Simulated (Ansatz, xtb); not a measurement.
Two isomers of CH4BrSn

Structure a is `[CH2][SnH2][Br]`, a doublet and structure b is `[CH3][SnH][Br]`, a doublet. Both are isolated molecules in the gas phase, relaxed with r2SCAN-D4/def2-SVP; the shapes shown needn't be the lowest conformers.

a (Å):

```xyz
7

C    -0.3728   -1.2618    0.8133
Br   -1.5674    1.1515   -1.7729
Sn    0.3491    0.3503   -0.3444
H    -0.3765   -2.2887    0.4320
H     0.7950    1.6882    0.6207
H     1.5664   -0.1362   -1.4407
H    -0.8521   -1.1038    1.7856
```

b (Å):

```tsv
atom	x (Å)	y (Å)	z (Å)
C	-2.9511	0.3545	0.3998
Br	0.6295	0.9833	1.2326
Sn	-1.6304	2.0403	0.7984
H	-3.9818	0.7129	0.2662
H	-2.6161	-0.1779	-0.5001
H	-2.8919	-0.3130	1.2729
H	-2.0471	2.7910	2.3157
```

Quicker runs give these differences E(b) − E(a): GFN2-xTB −58.8 kcal/mol; HF/STO-3G +5.9 kcal/mol (at GFN2-xTB geometries); r2SCAN-D4/def2-SVP//GFN2-xTB −28.1 kcal/mol.

Q: Estimate which is lower in electronic energy at CCSD(T)/def2-SVP + ΔMP2/def2-TZVPP, and by roughly how much.

A: The CCSD(T)/def2-SVP + ΔMP2/def2-TZVPP calculation puts structure b lower, by 31.7 kcal/mol.

How the difference moves with the method:

```json
{"level": "GFN2-xTB", "geometry": "GFN2-xTB", "E(b) − E(a) (kcal/mol)": "−58.8", "departure from the last row (kcal/mol)": "−27.1", "job, with rough time for the two": "optimisation, 0.18 s"}
{"level": "HF/STO-3G", "geometry": "GFN2-xTB", "E(b) − E(a) (kcal/mol)": "+5.9", "departure from the last row (kcal/mol)": "+37.5", "job, with rough time for the two": "single point, 1.7 s"}
{"level": "r2SCAN-D4/def2-SVP//GFN2-xTB", "geometry": "GFN2-xTB", "E(b) − E(a) (kcal/mol)": "−28.1", "departure from the last row (kcal/mol)": "+3.5", "job, with rough time for the two": "single point, 4.1 s"}
{"level": "r2SCAN-D4/def2-SVP", "geometry": "r2SCAN-D4/def2-SVP", "E(b) − E(a) (kcal/mol)": "−32.4", "departure from the last row (kcal/mol)": "−0.8", "job, with rough time for the two": "optimisation, 68 s"}
{"level": "HF/def2-SVP", "geometry": "r2SCAN-D4/def2-SVP", "E(b) − E(a) (kcal/mol)": "−24.1", "departure from the last row (kcal/mol)": "+7.6", "job, with rough time for the two": "part of the CCSD(T) run"}
{"level": "MP2/def2-SVP", "geometry": "r2SCAN-D4/def2-SVP", "E(b) − E(a) (kcal/mol)": "−33.6", "departure from the last row (kcal/mol)": "−2.0", "job, with rough time for the two": "part of the CCSD(T) run"}
{"level": "CCSD(T)/def2-SVP", "geometry": "r2SCAN-D4/def2-SVP", "E(b) − E(a) (kcal/mol)": "−31.5", "departure from the last row (kcal/mol)": "+0.2", "job, with rough time for the two": "single point"}
{"level": "CCSD(T)/def2-SVP + ΔMP2/def2-TZVPP", "geometry": "r2SCAN-D4/def2-SVP", "E(b) − E(a) (kcal/mol)": "−31.7", "departure from the last row (kcal/mol)": "", "job, with rough time for the two": "single point, 47 s"}
```

As drawn, b has 1 C–H in place of 1 Sn–H.

HF/STO-3G puts the two in the other order. The largest departure from CCSD(T)/def2-SVP + ΔMP2/def2-TZVPP is that of HF/STO-3G, 37.5 kcal/mol. The last row adds to CCSD(T) the change of the MP2 difference between the two basis sets, here −0.2 kcal/mol.

With harmonic frequencies from r2SCAN-D4/def2-SVP (ideal gas, rigid rotor, one conformer each, 298.15 K, 1 atm): on the last row, ΔE + ΔZPE = −28.1, ΔH = −28.3, ΔG = −28.2 kcal/mol.

Open shells are spin-unrestricted. The correlated steps freeze 14 core orbitals; the filled d shell of Br and Sn is correlated, in a basis made for valence electrons. Atoms past krypton carry core potentials in the def2 sets, other sets are all-electron and non-relativistic, and no spin–orbit term is included. Mirror images aren't counted in ΔG. Programs: Ansatz 0.2.0, xtb 6.7.1; the last row on 2 threads of Intel(R) Xeon(R) Platinum 8488C (Sapphire Rapids) on a shared host.

Structure b is clearly the more stable of the two radicals, and the main reason is bond strength. Moving a hydrogen from tin to carbon trades a weak Sn–H bond for a much stronger C–H bond, because tin's diffuse valence orbitals overlap less well with hydrogen 1s. The unpaired electron moves the other way, from a nearly planar carbon centre, where it is essentially 2p, to a pyramidal tin centre, where its orbital has appreciable 5s character. Zero-point energy trims the preference, as the C–H bond gained is stiffer than the Sn–H bond lost, while entropy hardly matters.

Hartree–Fock already gives the right order in def2-SVP, so the reversal with STO-3G probably reflects the inflexible minimal basis more than missing correlation. Correlation then widens the gap in favour of b. The energies establish a thermodynamic drive for a 1,2-hydrogen shift from a to b, but say nothing about its barrier, so a could still persist kinetically.
